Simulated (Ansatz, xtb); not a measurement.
# Ligand exchange: SiH3(CH3) + C3H9NSi → SiH3(SiH3) + C4H9N

Species: SiH3(CH3) (methylsilane), singlet; C3H9NSi `C=CN(C)[SiH3]`, singlet; SiH3(SiH3) (disilane), singlet; C4H9N `C=CN(C)C`, singlet. The partners trade CH3 for SiH3: Si–CH3 and N–SiH3 bonds give way to Si–SiH3 and N–CH3.

Shapes, held fixed at every level: PBE0-D4/def2-TZVP. Flexible molecules stand in one conformer, not always the lowest. Programs: Ansatz 0.2.0, xtb 6.7.1. The zero-point and thermal change to 298 K, harmonic and unscaled (PBE0-D4/def2-TZVP), is +1.8 kJ/mol.

```
               level                    kind  ΔH(298 K) (kJ/mol)  less CCSD(T)/CBS estimate  CPU time (sum over the molecules)
            GFN2-xTB          semi-empirical              +106.5                       -4.4                             0.13 s
       HF/def2-TZVPP            Hartree–Fock              +116.4                       +5.5                                  –
    SPW92/def2-TZVPP                     LDA               +86.0                      -24.9                               15 s
   PBE-D4/def2-TZVPP                     GGA               +88.4                      -22.5                               26 s
 BHLYP-D4/def2-TZVPP           global hybrid              +112.9                       +2.0                               29 s
  wB97M-V/def2-TZVPP  range-separated hybrid              +113.2                       +2.3                            1.7 min
    CCSD(T)/def2-SVP   coupled cluster or CI               +90.5                      -20.4                               50 s
       CCSD/def2-SVP   coupled cluster or CI               +91.9                      -19.0                                  –
CCSD(T)/CBS estimate   coupled cluster or CI              +110.9                        0.0                             31 min
```

The highest level, CCSD(T)/CBS estimate, gives ΔH(298 K) = +110.9 kJ/mol; the levels span +86.0 to +116.4. The column of differences is taken from that level and isn't an error. No measured value is set beside it here. The CBS estimate extrapolates MP2 from def2-TZVPP and def2-QZVPP and adds CCSD(T) − MP2 in the triple-zeta set, cores frozen. Times are processor times on shared x86 and Arm servers, and rough.

The exchange is strongly endothermic at every level, so enthalpy favours methylsilane and the N-silyl enamine. The main reason is bond polarity: silicon is markedly more electropositive than carbon or nitrogen, and the reaction gives up polar Si–C and Si–N bonds for a nonpolar, rather weak Si–Si bond and a less polar N–C bond. Donation from the nitrogen lone pair into σ* orbitals of the silyl group probably adds to the reactants' advantage.

Hartree–Fock already gives +116.4 kJ/mol, which suggests that much of the correlation energy cancels when the number of bonds is conserved. LDA and PBE underestimate the cost relative to the highest level, whereas both hybrids lie close to it. CCSD and CCSD(T) nearly agree in def2-SVP, yet both fall well short of the CBS estimate, probably because the small basis describes the polarised silicon bonds poorly. GFN2-xTB's closeness for this one reaction doesn't establish its reliability for silyl exchange in general.
